## Appendix: Energy from the potential at the nucleus, Li$^+$ against Be$^{2+}$

### Problem

Two electrons move about a clamped point nucleus of charge $Ze$, with the non-relativistic Hamiltonian
$$H=T-\frac{Ze^2}{4\pi\varepsilon_0}\left(\frac1{r_1}+\frac1{r_2}\right)+\frac{e^2}{4\pi\varepsilon_0r_{12}} .$$
The model puts both electrons in an orbital $\propto e^{-\zeta r/a_0}$ ($a_0$ the Bohr radius), with $\zeta$ optimised. Energies refer to separated particles at rest, and potentials vanish at infinity.

Data: $Z=3$ (Li$^+$) and $Z=4$ (Be$^{2+}$); $E_h=e^2/4\pi\varepsilon_0a_0=4.3597\times10^{-18}$ J, $e=1.6022\times10^{-19}$ C, $\alpha=1/137.04$. To size omitted terms, use the large-$Z$ perturbation series $E=E_h(-Z^2+\tfrac58Z+c_2+c_3/Z+\dots)$ with assumed approximate coefficients $c_2\approx-0.16$, $c_3\approx0.009$.

Find (a) the potential $V_0$ at each nucleus, (b) $\Delta E=E(\mathrm{Be^{2+}})-E(\mathrm{Li^+})$ from $V_0$, (c) both total energies from $V_0$, (d) $E/(ZeV_0)$ beside the Thomas–Fermi ratio.

### Solution

**Basis.** At fixed electron number $N$, the Hellmann–Feynman theorem $dE/dZ=\langle\partial H/\partial Z\rangle$ gives
$$\frac{dE}{dZ}=eV_0,\qquad V_0=-\frac{e}{4\pi\varepsilon_0}\Big\langle\sum_i\frac1{r_i}\Big\rangle ,$$
where $V_0$ is the potential of all charges other than the nucleus. For the model, $\langle1/r\rangle=\zeta/a_0$ and
$$E(\zeta,Z)=E_h\left(\zeta^2-2Z\zeta+\tfrac58\zeta\right),$$
which is minimal at $\zeta=Z-\tfrac5{16}$, with $E=-E_h(Z-\tfrac5{16})^2$. Since $\partial E/\partial\zeta=0$ there, only the explicit $Z$ dependence survives and the theorem holds:
$$V_0=-2\left(Z-\tfrac5{16}\right)\frac{E_h}{e},\qquad \frac{E_h}{e}=27.211\ \mathrm V .$$

**(a)** For Li$^+$, $\zeta=2.6875$ and $V_0=-5.375\times27.211\ \mathrm V=-146.3$ V. For Be$^{2+}$, $\zeta=3.6875$ and $V_0=-7.375\times27.211\ \mathrm V=-200.7$ V.

**(b)** $V_0$ is linear in $Z$, so the integral over a unit step is the mean of its end values:
$$\Delta E=e\int_3^4V_0\,dZ=e\,(-173.5\ \mathrm V)=-6.375\,E_h=-2.78\times10^{-17}\ \mathrm J .$$

**(c)** For $Z<\tfrac5{16}$ the minimum over normalisable orbitals is approached as $\zeta\to0$, where $E$ and $V_0$ vanish. Hence
$$E=e\int_{5/16}^{Z}V_0\,dZ'=-E_h\left(Z-\tfrac5{16}\right)^2 ,$$
which gives the model's $-3.15\times10^{-17}$ J for Li$^+$ and $-5.93\times10^{-17}$ J for Be$^{2+}$. Extending the linear formula to $Z'=0$ would include a positive $V_0$, impossible for electrons, and raise both energies by $\tfrac{25}{256}E_h=4.26\times10^{-19}$ J.

At low $Z'$ the second electron is unbound, and the lowest energy is that of the one-electron ion, $-\tfrac12Z'^2E_h$, with $V_0=-Z'E_h/e$. The model crosses this threshold at $Z'=\tfrac5{16}/(1-2^{-1/2})=1.067$. Integrating the one-electron branch up to that charge and the model beyond it returns the same $E$, because the two energies coincide there.

**(d)** In Thomas–Fermi theory the neutral atom has $E\propto Z^{7/3}$. Along $N=Z$, $dE/dZ=eV_0+\mu$ with $\mu=\partial E/\partial N$, and $\mu=0$, because density and potential vanish together at infinity. Thus $ZeV_0=\tfrac73E$, or $E=\tfrac37ZeV_0$, a ratio of 0.43 derived for neutral atoms only. The two-electron model gives
$$\frac{E}{ZeV_0}=\frac{\zeta}{2Z}=0.45\ (\mathrm{Li^+}),\quad0.46\ (\mathrm{Be^{2+}}),$$
tending to the hydrogenic $\tfrac12$ as $Z\to\infty$. The factor $\tfrac37$ applied to the potentials of (a) yields energies 4 % and 7 % smaller in magnitude than the model's, the gap widening with ionic charge.

**Omitted terms.** The model energy, $E_h(-Z^2+\tfrac58Z-\tfrac{25}{256})$, shares its first two terms with the series. The missing constant $(c_2+\tfrac{25}{256})E_h\approx-3\times10^{-19}$ J shifts both totals alike, about 1 % for Li$^+$, so the third figure in (c) belongs to the model alone. A constant drops out of $dE/dZ$ and of $\Delta E$. The leading corrections there are $-c_3E_h/(eZ^2)\approx-0.03$ V in $V_0$ of Li$^+$ and $c_3(\tfrac14-\tfrac13)E_h\approx-3\times10^{-21}$ J in $\Delta E$. Relativistic terms, absent from $H$, are of relative order $(Z\alpha)^2\approx9\times10^{-4}$ for Be$^{2+}$ and can reach the fourth figure of $V_0$.